Saha-Langmuir equation for surface ionisation, with H⁻ on cesiated molybdenum

1. Result and conventions

An atomic species A occurs as A⁺, A⁰ or A⁻ in a dilute gas in equilibrium with a metal at temperature T. Just outside the surface

α₊ ≡ n₊/n₀ = (g₊/g₀) exp[(φ − I)/kT],
α₋ ≡ n₋/n₀ = (g₋/g₀) exp[(EA − φ)/kT],

up to mass factors that differ from 1 by terms of order mₑ/m₀.

Conventions.
- e > 0 is the elementary charge. Energies and kT in eV, densities in cm⁻³, currents in A/cm².
- "Just outside" means a region far enough from the surface for the image force to be negligible and near enough for space charge to be negligible (section 8). The electrostatic potential V is set to zero there.
- Energy zero: A⁺ in its ground level and all detachable electrons at rest just outside. Ground-level energies are then E₊ = 0, E₀ = −I, E₋ = −I − EA. I is the ionisation energy of A⁰; EA > 0 is the electron affinity of an atom with a bound anion.
- μₑ is the electrochemical potential of the electrons in the metal on this scale. The work function is defined as φ ≡ −μₑ. It belongs to the surface as it is: temperature T, actual adsorbate coverage.
- gₛ(T) = Σᵢ dᵢ exp(−εᵢ/kT) is the internal partition function of species s, with εᵢ counted from the ground level of s and dᵢ the degeneracy.
- Λₛ = h/√(2π mₛ kT) is the thermal wavelength.

2. Premises

P1. Metal, adsorbed layer and gas share one temperature T.
P2. Each gaseous species is an ideal, non-degenerate gas: nₛΛₛ³ ≪ gₛ, interaction energies ≪ kT.
P3. The metal is an electron reservoir: exchange of electrons with the gas leaves μₑ unchanged.
P4. The charge-transfer reactions A⁰ ⇌ A⁺ + e(metal) and A⁰ + e(metal) ⇌ A⁻ have come to equilibrium. Other reactions, such as 2A ⇌ A₂, may be frozen or driven.
P5. The surface is uniform, and there is no applied electric or magnetic field. The conditions of uniformity and of zero electric field are relaxed in section 8.

3. Chemical potential of the gaseous species

One particle in volume Ω. The momentum integral factorises into three Gaussians, ∫ dp exp(−p²/2mkT) = √(2πmkT), so

zₛ = (Ω/h³)(2π mₛ kT)^(3/2) gₛ exp(−Eₛ/kT) = (Ω/Λₛ³) gₛ exp(−Eₛ/kT).

By P2 the partition function of Nₛ indistinguishable particles is zₛ^Nₛ/Nₛ!. With ln N! ≈ N ln N − N,

Fₛ = −kT Nₛ [ln(zₛ/Nₛ) + 1],
μₛ = ∂Fₛ/∂Nₛ = −kT ln(zₛ/Nₛ) = Eₛ + kT ln(nₛΛₛ³/gₛ).

Inverted:

nₛ = (gₛ/Λₛ³) exp[(μₛ − Eₛ)/kT].   (1)

Quantum statistics changes μₛ/kT by a term of order nₛΛₛ³/gₛ, whatever the statistics of s.

4. Equilibrium conditions and the result

Let dξ atoms take one electron each from the metal: dN₀ = −dξ, dN₋ = +dξ, dNₑ(metal) = −dξ. At fixed T and Ω the total free energy changes by (μ₋ − μ₀ − μₑ) dξ. By P4 this vanishes. The same argument for loss of an electron to the metal gives (μ₊ + μₑ − μ₀) dξ = 0. With μₑ = −φ,

μ₋ = μ₀ − φ,   μ₊ = μ₀ + φ.   (2)

The stationary point is a minimum, since ∂²F/∂ξ² = kT(1/N₀ + 1/N₋) > 0 with μₑ fixed by P3.

Insert (2) in (1):

n₀ = (g₀/Λ₀³) exp[(μ₀ + I)/kT],
n₊ = (g₊/Λ₊³) exp[(μ₀ + φ)/kT],
n₋ = (g₋/Λ₋³) exp[(μ₀ − φ + I + EA)/kT].

Divide; μ₀ cancels, and Λ₀³/Λₛ³ = (mₛ/m₀)^(3/2):

n₊/n₀ = (g₊/g₀)(m₊/m₀)^(3/2) exp[(φ − I)/kT],   (3a)
n₋/n₀ = (g₋/g₀)(m₋/m₀)^(3/2) exp[(EA − φ)/kT].   (3b)

Since m₊ = m₀ − mₑ and m₋ = m₀ + mₑ, the mass factors are 1 − (3/2)mₑ/m₀ and 1 + (3/2)mₑ/m₀ to first order. For hydrogen (m₀ ≈ 1.00783 u) mₑ/m₀ = 5.4 × 10⁻⁴ and the factor in (3b) exceeds 1 by 8.2 × 10⁻⁴; for heavier atoms it is smaller. Setting it to 1 gives the Saha-Langmuir equations of section 1.

Reading. Moving an electron from atom to metal costs I and returns φ; moving one from metal to atom costs φ and returns EA. High φ favours positive ions, low φ negative ions. The ratios do not depend on pressure. The product α₊α₋ = (g₊g₋/g₀²) exp[(EA − I)/kT] does not depend on φ: it is the equilibrium constant of 2A⁰ ⇌ A⁺ + A⁻.

5. Same result from the Saha equation

Electrons outside the metal are free fermions, spin degeneracy 2, kinetic energy ε ≥ 0, and in equilibrium they share μₑ = −φ. With fugacity ζ = exp(−φ/kT) and x = ε/kT,

nₑ = (2/Λₑ³)(2/√π) ∫₀^∞ √x dx/(eˣ/ζ + 1) = (2/Λₑ³)(ζ − ζ²/2^(3/2) + …).

The series follows from 1/(eˣ/ζ + 1) = ζe⁻ˣ − ζ²e⁻²ˣ + … and ∫ √x e^(−jx) dx = (√π/2) j^(−3/2). For φ ≫ kT,

nₑ = (2/Λₑ³) exp(−φ/kT).   (4)

This is the electron density behind Richardson emission (section 7).

In any ideal gas with non-degenerate electrons, μₑ = kT ln(nₑΛₑ³/2) by (1) with g = 2, E = 0. The conditions μ₀ = μ₊ + μₑ and μ₋ = μ₀ + μₑ with (1) give the Saha equations

n₊nₑ/n₀ = (2/Λₑ³)(g₊/g₀)(m₊/m₀)^(3/2) exp(−I/kT),   (5a)
n₀nₑ/n₋ = (2/Λₑ³)(g₀/g₋)(m₀/m₋)^(3/2) exp(−EA/kT).   (5b)

Divide (5a) by (4): the factor 2/Λₑ³ cancels and (3a) remains. Divide (4) by (5b): (3b) remains.

The difference from a bulk plasma is the closure. In a plasma nₑ is fixed by neutrality and the ionisation degree depends on pressure. At the wall nₑ is fixed by the metal, and the gas there is in general not neutral. The route through (4) does not imply that gas-phase collisions with electrons establish the ratio. Equilibrium ratios do not depend on the mechanism, and at low nₑ the charge transfer takes place at the surface.

6. One atom as an open system; ionised fractions

Drop the mass factors. The internal states of one atom, exchanging electrons with the reservoir, have the grand partition function (electron number ν = 0, 1, 2 counted from A⁺)

Ξ = g₊ + g₀ exp[(I + μₑ)/kT] + g₋ exp[(I + EA + 2μₑ)/kT].

The probability of a charge state is its term divided by Ξ; ratios of terms with μₑ = −φ are again α₊ and α₋. The fractions are

β₊ = α₊/(1 + α₊ + α₋),   β₋ = α₋/(1 + α₊ + α₋).   (6)

For α₊ ≪ 1,

β₋ = 1/{1 + (g₀/g₋) exp[(φ − EA)/kT]}.

This is a Fermi function for a level at −EA, altered by the weight g₀/g₋. The weight arises because A⁰ and A⁻ are many-electron states with their own degeneracies.

Weights for hydrogen. H(1s ²S): electronic degeneracy 2. H⁻(1s² ¹S): 1, and it is the only bound state below the H(1s) + e threshold. H⁺: 1. The proton spin gives a factor 2 in all three and cancels, provided kT exceeds the hyperfine splitting of H (approximately 5.9 μeV): counted with nuclear spin, g₋/g₀ = 2/4. Hence g₋/g₀ = g₊/g₀ = 1/2. For caesium, Cs(6s ²S) has 2 and Cs⁺(¹S) has 1, so g₊/g₀ = 1/2 while excited levels of Cs, more than 1 eV up, are empty.

The sum over Rydberg levels in g₀ diverges formally. Any finite vessel cuts it off. For H with cut-off n_max the excited levels add less than n_max³ exp(−E₂/kT) relative to the ground term, with E₂ ≈ 10.2 eV the first excitation energy.

7. From densities to fluxes

Flux through a plane just outside, one direction, from the Maxwell distribution:

Γₛ = nₛ √(mₛ/2πkT) ∫₀^∞ v exp(−mₛv²/2kT) dv = nₛ √(kT/2πmₛ).   (7)

The outgoing and incoming fluxes are equal in equilibrium. From (3b) and (7),

Γ₋/Γ₀ = (g₋/g₀)(m₋/m₀) exp[(EA − φ)/kT] = α₋ (mass factor dropped),   (8)

and likewise for A⁺. For electrons (4) and (7) give

jₑ = eΓₑ = A T² exp(−φ/kT),   A = 4π mₑ e k²/h³ = 120.2 A cm⁻² K⁻²,   (9)

where k inside A is in J/K. The metal itself emits (1 − rₑ)jₑ, with rₑ the mean electron reflection probability. The ratio of H⁻ to electrons is free of φ, by (5b):

n₋/nₑ = (n₀Λₑ³/2)(g₋/g₀) exp(EA/kT),   Γ₋/Γₑ = (n₋/nₑ) √(mₑ/m₀).   (10)

An ion source is not in equilibrium: ions are drawn off and none return. What survives of (8) follows from detailed balance. A particle s arriving from a Maxwellian at T has three fates, with flux-averaged probabilities rₛ (prompt scattering, charge kept), cₛ (prompt scattering, charge changed between 0 and −) and σₛ (trapping into the adsorbed layer); rₛ + cₛ + σₛ = 1. Positive ions are ignored here (α₊ ≪ α₋). Time-reversal symmetry makes each process balance its reverse in equilibrium:

c₀Γ₀ = c₋Γ₋,   D₀ = σ₀Γ₀,   D₋ = σ₋Γ₋,   (11)

with Dₛ the desorption flux in charge state s.

Additional premise P6: the adsorbed layer stays in internal equilibrium at T, with chemical potential μ_ad per A atom, and its desorption rates depend on its own state only. Then Dₛ equals its value in equilibrium with a gas having μ₀ = μ_ad, and

D₋/D₀ = (σ₋/σ₀) α₋.   (12)

This is the working form for desorbing particles; σ₋ = σ₀ returns the bare ratio.

Bound on the yield. Let atoms and molecules A₂, Maxwellian at T, fall on the surface with 2μ₀ ≥ μ(A₂) (atoms in excess of dissociation equilibrium), and let no ions return. By P6 and (1), D₀ = σ₀Γ₀ exp[(μ_ad − μ₀)/kT] and D₂ = σ₂Γ₂ exp[(2μ_ad − μ(A₂))/kT], where σ₂ is the dissociative sticking probability. Steady state of the layer: σ₀Γ₀ + 2σ₂Γ₂ = D₀ + D₋ + 2D₂. If μ_ad > μ₀, then D₀ > σ₀Γ₀ and D₂ > σ₂Γ₂, and the outflow would exceed the inflow. Hence μ_ad ≤ μ₀ and D₀ ≤ σ₀Γ₀. The yield per incident atom is then, with c₀ = c₋α₋ from (8) and (11),

Y = c₀ + D₋/Γ₀ ≤ c₋α₋ + σ₋α₋ = (1 − r₋) α₋ ≤ α₋.   (13)

For atoms at the surface temperature α₋ is an upper bound on the negative-ion yield. Recombination to A₂ lowers μ_ad and so lowers Y.

8. Position dependence, fields and patches

A potential energy Uₛ(x) adds to Eₛ in (1), while (2) holds everywhere. So nₛ(x) = nₛ exp[−Uₛ(x)/kT], and the neutral density is unchanged if its weak polarisation attraction is ignored.

Image force. A charge ±e at distance x from the image plane is attracted with force e²/[4πε₀(2x)²]. Integration from x to ∞ gives U = −W(x), with

W(x) = e²/(16πε₀x),   e²/(16πε₀) = 0.360 eV nm.

Then α₋(x) = α₋ exp[W(x)/kT]: the affinity level is lowered to −EA − W(x) and crosses the Fermi level at

x_c = e²/[16πε₀(φ − EA)].   (14)

Inside x_c the anion is favoured. A thermal anion must still climb W on the way out, or give the electron back, and this restores (3b) at large x.

Space charge. With only negative carriers, total density n* at x ≈ 0 and ψ = eV/kT, Poisson's equation is d²ψ/dx² = exp(ψ)/λ², λ² = ε₀kT/(n*e²). The solution with ψ(0) = 0 and zero field at infinity is ψ = −2 ln(1 + x/√2λ), as substitution shows. So

α₋(x) = α₋/(1 + x/√2λ)².   (15)

"Just outside" is the window e²/(16πε₀kT) ≪ x ≪ λ. In general a local potential V replaces φ by φ − eV in (3) and (4).

Extracting field. A field 𝓔 that pulls the ion away gives U = −W(x) − e𝓔x. Setting dU/dx = 0:

x_m = √(e/16πε₀𝓔),   U(x_m) = −δφ,   δφ = √(e³𝓔/4πε₀).   (16)

If the distribution stays thermal up to x_m, the escaping flux is (7) evaluated at x_m, so α₋ is multiplied by exp(δφ/kT). This is Schottky lowering. Electrons carry the same charge and gain the same factor, and (10) is unaffected by either (15) or (16).

Patches. Let a fraction fᵢ of the area have work function φᵢ, with patch size L. The local vacuum level varies along the surface. Outside, V obeys Laplace's equation; a Fourier component cos(Ky) decays as exp(−Kx), and only the area average survives at x ≫ L. Without a field the far region has φ̄ = Σ fᵢφᵢ, and (3b) and (13) hold with φ̄. A field well above (φ_max − φ_min)/eL removes the patch barriers, and for a uniform outflow of neutrals

α₋,eff = Σ fᵢ α₋(φᵢ) ≥ α₋(φ̄).   (17)

The inequality follows from convexity of the exponential. Negative ions then come mainly from low-φ patches, positive ions from high-φ patches.

9. Temperature dependence

φ is a chemical potential and depends on T. For constant weights,

d ln α₋/d(1/kT) = EA − (φ − T dφ/dT),   (18)

since d/d(1/kT) = −kT² d/dT. An Arrhenius plot returns φ* = φ − T dφ/dT, not φ. For φ = φ* + aT,

α₋ = (g₋/g₀) exp(−a/k) exp[(EA − φ*)/kT].

A coefficient |a| = 10⁻⁴ eV/K, a typical order for clean metals, changes the prefactor by a factor 3.2. On a cesiated surface the coverage itself changes with T, and the variation of φ can be far larger.

10. Range of validity

(a) Density ratios (3): exact for ideal non-degenerate gases in charge-transfer equilibrium with the metal, at a place where U ≪ kT, with φ taken at the actual T and coverage.
(b) The Saha route needs φ ≫ kT; the relative correction to (4) is ζ/2^(3/2). Section 4 does not need it.
(c) Flux form (12): needs P6, that is, a residence time long against the times of energy and charge exchange with the surface, and known σ₋/σ₀.
(d) Bound (13): needs incident particles Maxwellian at the surface temperature.
(e) Fields, space charge and patches enter through (15) to (17).
(f) Failure: particles that arrive or leave with energies far above kT (scattered hot atoms, neutralised and reflected ions, sputtered atoms). They cross the zone near x_c too fast for thermalisation, the charge state is set by electron tunnelling rates and normal velocity, and T of the surface no longer controls the yield.
(g) Because α depends exponentially on φ/kT, an uncertainty Δφ multiplies it by exp(Δφ/kT). In practice this dominates all other corrections.

11. Illustration: H⁻ from cesiated Mo at 500 K

Inputs. EA(H) ≈ 0.754 eV, I(H) ≈ 13.598 eV, I(Cs) ≈ 3.894 eV (approximate values). Clean polycrystalline Mo: φ = 4.39 eV, a compiled value (Tran 2019; temperature not stated), used here at 500 K without correction. Cesiated Mo: φ ≈ 1.5 eV, typical of the minimum at sub-monolayer Cs coverage, and φ ≈ 2.1 eV, typical of a thick Cs layer. Adsorbed Cs gives charge to the metal, and the resulting dipole layer lowers φ. T = 500 K, typical of a cesiated converter surface; kT = 0.04309 eV. Assumed atom density n₀ = 10¹³ cm⁻³, Maxwellian at T. All results are the model's.

Ratios from (3), weights 1/2, Δ = φ − EA:

φ = 1.5 eV:  Δ = 0.746 eV, Δ/kT = 17.31, α₋(H) = 1.5 × 10⁻⁸, α₊(Cs) = 3.7 × 10⁻²⁵
φ = 2.1 eV:  Δ = 1.346 eV, Δ/kT = 31.24, α₋(H) = 1.4 × 10⁻¹⁴, α₊(Cs) = 4.1 × 10⁻¹⁹
φ = 4.39 eV: Δ = 3.636 eV, Δ/kT = 84.39, α₋(H) = 1.1 × 10⁻³⁷, α₊(Cs) = 5.0 × 10⁴

Cesiation to 1.5 eV raises α₋ by 29 orders of magnitude. The last column shows the opposite trend: in the zero-coverage limit Mo returns Cs as Cs⁺, while the cesiated surface returns it neutral. Protons play no part: log₁₀ α₊(H) = −122.2 at φ = 1.5 eV. At fixed φ = 1.5 eV, α₋ = 2.0 × 10⁻¹⁰ at 400 K and 2.7 × 10⁻⁷ at 600 K; heating helps only while the Cs layer is kept.

Densities and currents at φ = 1.5 eV.
- Λₑ = 3.333 nm, 2/Λₑ³ = 5.40 × 10¹⁹ cm⁻³, φ/kT = 34.81, ζ = 7.6 × 10⁻¹⁶, nₑ = 4.1 × 10⁴ cm⁻³.
- n₋ = α₋n₀ = 1.5 × 10⁵ cm⁻³, so n₋/nₑ = 3.7, as (10) gives directly.
- √(kT/2πm₀) = 810 m/s, Γ₀ = 8.1 × 10¹⁷ cm⁻² s⁻¹, eΓ₀ = 0.130 A/cm².
- j₋ ≤ α₋eΓ₀ = 2.0 nA/cm² by (13); jₑ = 23 nA/cm² by (9); at the bound jₑ/j₋ = 12.

Size of neglected terms.
- Degeneracy: Λ₀ = 0.0778 nm, n₀Λ₀³ = 4.7 × 10⁻¹².
- Rydberg sum: n_max = 10⁴ (orbit radius n_max²a₀ = 5.3 mm) gives a bound with log₁₀ equal to −90.8.
- Image force: W = kT at 8.4 nm; it changes α₋ by less than 1 % beyond 0.84 μm. Crossing distance (14): x_c = 0.48 nm, a rough figure, since the classical image form is marginal at such distances.
- Space charge: n* = nₑ + n₋ = 1.9 × 10⁵ cm⁻³, λ = 3.5 mm; (15) stays within 1 % up to 25 μm. The window exists. Coulomb correlation, of order e²/(8πε₀λkT), is 5 × 10⁻⁶.
- Field: 𝓔 = 1 kV/cm, an assumed order for a plasma sheath, gives x_m = 60 nm, δφ = 0.0120 eV and a factor 1.3.
- Work function: Δφ = 0.1 eV gives a factor 10. Only the order of magnitude of α₋ is meaningful for a real surface.
- Patches: 10 % of the area at 1.5 eV and 90 % at 2.1 eV give φ̄ = 2.04 eV, α₋ = 5.5 × 10⁻¹⁴ without field and 1.5 × 10⁻⁹ in the strong-field limit (17).

The atom density is not an equilibrium value. For H₂ ⇌ 2H, (1) with μ(H₂) = 2μ₀, m(H₂) = 2m₀ and nuclear spin factored out gives

n₀²/n(H₂) = (g₀²/q) 2^(−3/2) Λ₀⁻³ exp(−E_d/kT),   q = Σ_J w_J (2J + 1) exp[−θJ(J + 1)/T],

with E_d the dissociation energy from the ground level, w_J = 1/4 for even J, 3/4 for odd J, a rigid rotor, and vibration frozen. Approximate inputs E_d ≈ 4.478 eV and θ ≈ 85.4 K give q = 3.10 and n₀²/n(H₂) = 7.1 × 10⁻²² cm⁻³. At an assumed 0.3 Pa, n(H₂) = 4.3 × 10¹³ cm⁻³ and n₀ = 1.8 × 10⁻⁴ cm⁻³. The assumed 10¹³ cm⁻³ is larger by 5.7 × 10¹⁶. The atoms must be supplied by a discharge; only the partial equilibrium P4 is invoked, and the condition 2μ₀ ≥ μ(H₂) of (13) is met.

Relation to real converters. As typical knowledge, cesiated Mo surfaces in plasma sources convert atoms to H⁻ with yields of order 0.1 and deliver tens of mA/cm²; the model's 1.5 × 10⁻⁸ and 2.0 nA/cm² lie below this by about 7 orders of magnitude. The corrections listed above cannot close such a gap. The premise that fails is P1: discharge atoms are much hotter than the wall, case (f). Energy conservation shows the scale. With no electrons available above the Fermi level, an atom can leave as H⁻ only if it brings at least Δ. For a Maxwellian flux at gas temperature T_g and y = Δ/kT_g, the integrand of (7) gives the fraction exp(−y) with normal energy above Δ, and the flux distribution E exp(−E/kT_g) dE/(kT_g)² gives (1 + y) exp(−y) with total energy above Δ. For an assumed kT_g = 0.8 eV, y = 0.9325 and the fractions are 0.39 and 0.76. The exponential suppression is gone, and the yield is limited by scattering losses and by return of the electron on the outgoing path. The threshold φ − EA of the Saha-Langmuir equation remains the controlling energy, while the Boltzmann factor at the wall temperature applies to thermal atoms only.